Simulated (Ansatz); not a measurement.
Computed with DFT PBE, scalar-relativistic, plane waves, PAW in Ansatz. Settings: cutoff 420 eV, Γ-centred meshes spaced at most about 0.3 Å⁻¹, and about 0.25 Å⁻¹ or finer for metals (2π included), Gaussian smearing. No spin polarisation in the final relaxations.

Temperature and zero-point effects are left out.

Two forms of AlCu5 were relaxed alike.

A.

```cif
data_structure
_symmetry_space_group_name_H-M 'P4/mmm'
_symmetry_Int_Tables_number 123
_cell_length_a 3.0118
_cell_length_b 3.0118
_cell_length_c 8.2045
_cell_angle_alpha 90.000
_cell_angle_beta 90.000
_cell_angle_gamma 90.000
_cell_volume 74.42
loop_
_atom_site_label
_atom_site_type_symbol
_atom_site_symmetry_multiplicity
_atom_site_Wyckoff_symbol
_atom_site_fract_x
_atom_site_fract_y
_atom_site_fract_z
_atom_site_occupancy
Al1 Al 1 b 0.00000 0.00000 0.50000 1
Cu1 Cu 2 g 0.00000 0.00000 0.83681 1
Cu2 Cu 2 h 0.50000 0.50000 0.67139 1
Cu3 Cu 1 c 0.50000 0.50000 0.00000 1
```

B.

```cif
data_structure
_symmetry_space_group_name_H-M 'P-3m1'
_symmetry_Int_Tables_number 164
_cell_length_a 2.6385
_cell_length_b 2.6385
_cell_length_c 12.4834
_cell_angle_alpha 90.000
_cell_angle_beta 90.000
_cell_angle_gamma 120.000
_cell_volume 75.26
loop_
_atom_site_label
_atom_site_type_symbol
_atom_site_symmetry_multiplicity
_atom_site_Wyckoff_symbol
_atom_site_fract_x
_atom_site_fract_y
_atom_site_fract_z
_atom_site_occupancy
Al1 Al 1 b 0.00000 0.00000 0.50000 1
Cu1 Cu 2 d 0.33333 0.66667 0.83535 1
Cu2 Cu 2 d 0.66667 0.33333 0.66923 1
Cu3 Cu 1 a 0.00000 0.00000 0.00000 1
```

**Question.** Which would you expect to be lower, and how large is the difference?

**Answer.** A is lower, by 55 meV/atom. A has Al and Cu ordered on bcc sites, space group P4/mmm (No. 123), 12.4 Å³/atom and no gap on its mesh; B has Al and Cu ordered on fcc sites, space group P-3m1 (No. 164), 12.5 Å³/atom and no gap. Counting all near atoms (those within 1.25 times the shortest distance at each site; a plus sign parts nearer from farther groups; a slash parts the counts of unlike sites), A has Al 14, Cu 10+4/14 and B has Al 12, Cu 12. In A, Al is surrounded by 8 Cu at 2.55 Å, 2 Cu at 2.76 Å and 4 Al at 3.01 Å; Cu on a site of symmetry 4mm is surrounded by 8 Cu at 2.52–2.53 Å, 1 Cu at 2.68 Å, 1 Al at 2.76 Å and 4 Cu at 3.01 Å; Cu on a second site of symmetry 4mm is surrounded by 4 Cu at 2.53 Å, 4 Al at 2.55 Å, 2 Cu at 2.70–2.81 Å and 4 Cu at 3.01 Å; 1 more site not described. In B, Al has 6 Cu at 2.60 Å and 6 Al at 2.64 Å; Cu on a site of symmetry 3m has 12 Cu at 2.56–2.64 Å; Cu on a second site of symmetry 3m has 9 Cu at 2.57–2.64 Å and 3 Al at 2.60 Å; 1 more site not described. Both come from invented guesses. A third cell relaxed alike, in Pmmm, lies 14 meV/atom below the lower of the two.

Cells relaxed within their symmetry can be saddle points.

The preference for A probably reflects the arrangement of Al more than an intrinsic advantage of the bcc lattice. Both cells contain complete Al layers, but in B these are close-packed, giving each Al six Al neighbours at 2.64 Å, well short of the spacing in aluminium metal. In A the nearest shell of Al is entirely Cu, at 2.55 Å, and the Al–Al contacts are relaxed to 3.01 Å. This favours the Al–Cu bonding that makes mixing exothermic, and it spares the larger Al atoms the compression they suffer in B, where a close-packed layer of Al alone is held to the same in-plane spacing as the Cu layers. The nearly equal volumes suggest that overall packing density matters little.

Taken as a lattice preference, the order would contradict the known alloy: copper this rich in aluminium forms an fcc solid solution, in keeping with its low valence-electron concentration. The likely cause is B's layered ordering, a poor representative of fcc arrangements with dispersed Al. Nor is A the ground state, since the Pmmm cell lies lower still.
